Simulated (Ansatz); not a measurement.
## A substitution series on Sn: H to Cl

Gas-phase molecules. On one Sn centre that keeps SiH3, n of the H ligands are replaced by Cl. The HOMO–LUMO gap y in eV at wB97M-V/def2-TZVPP. Shapes: PBE0-D4/def2-TZVP. Programs: Ansatz 0.2.0.

| molecule | n | y (eV) |
| --- | --- | --- |
| SiH3(SnH3) | 0 | 11.35 |
| SnH2(SiH3)Cl | 1 | ? |
| SnH(SiH3)Cl2 | 2 | 10.74 |
| SiH3(SnCl3) | 3 | 10.40 |

**Question.** Fit y = c + s·n to the known rows and predict SnH2(SiH3)Cl.

**Answer.** 
1. Means of the 3 rows: n = 1.66667, y = 10.830.
2. Σ(Δn)² = 4.6667, Σ(Δn·Δy) = -1.47, so the slope is -1.47/4.6667 = -0.315.
3. Intercept: 10.830 − (-0.315) × 1.66667 = 11.355. The largest residual of the fit is 0.015.
4. SnH2(SiH3)Cl: 11.355 + (-0.315) × 1 = 11.04 eV.

The run gave 10.70 eV, so the prediction is off by +0.34 eV, more than the largest residual. The steps per swap are uneven (-0.65, +0.04, -0.34), so a line is a poor model. Other levels give for SnH2(SiH3)Cl: SPW92/def2-TZVPP 4.85; PBE0-D4/def2-TZVPP 6.97 eV. Orbital gaps aren't excitation energies, and the LUMO depends on the basis. For atoms past krypton def2 sets carry core potentials with scalar relativity. The series isn't monotonic at this level.

Chlorination narrows the gap from 11.35 eV in SiH3(SnH3) to 10.40 eV in SiH3(SnCl3), but most of the drop comes with the first chlorine, and the second leaves the gap almost unchanged. The first Sn–Cl bond probably introduces a low-lying σ* orbital with large Sn character, which can mix with the Sn–Si σ* orbital. Further chlorines lower this acceptor level, but their electron withdrawal also stabilises the Sn–Si σ bonding orbital, the likely HOMO. The gap records only the difference between these shifts, so it need not follow the number of chlorines linearly. The small residual of the fit was weak evidence for a line, since three points leave only one degree of freedom and none sampled the first substitution. For SnH2(SiH3)Cl the gap runs from 4.85 to 10.70 eV across the functionals, far more than the substituent effect, probably because they treat exchange differently, especially at long range. Without the individual orbital energies, the balance between HOMO and LUMO shifts remains unproven.
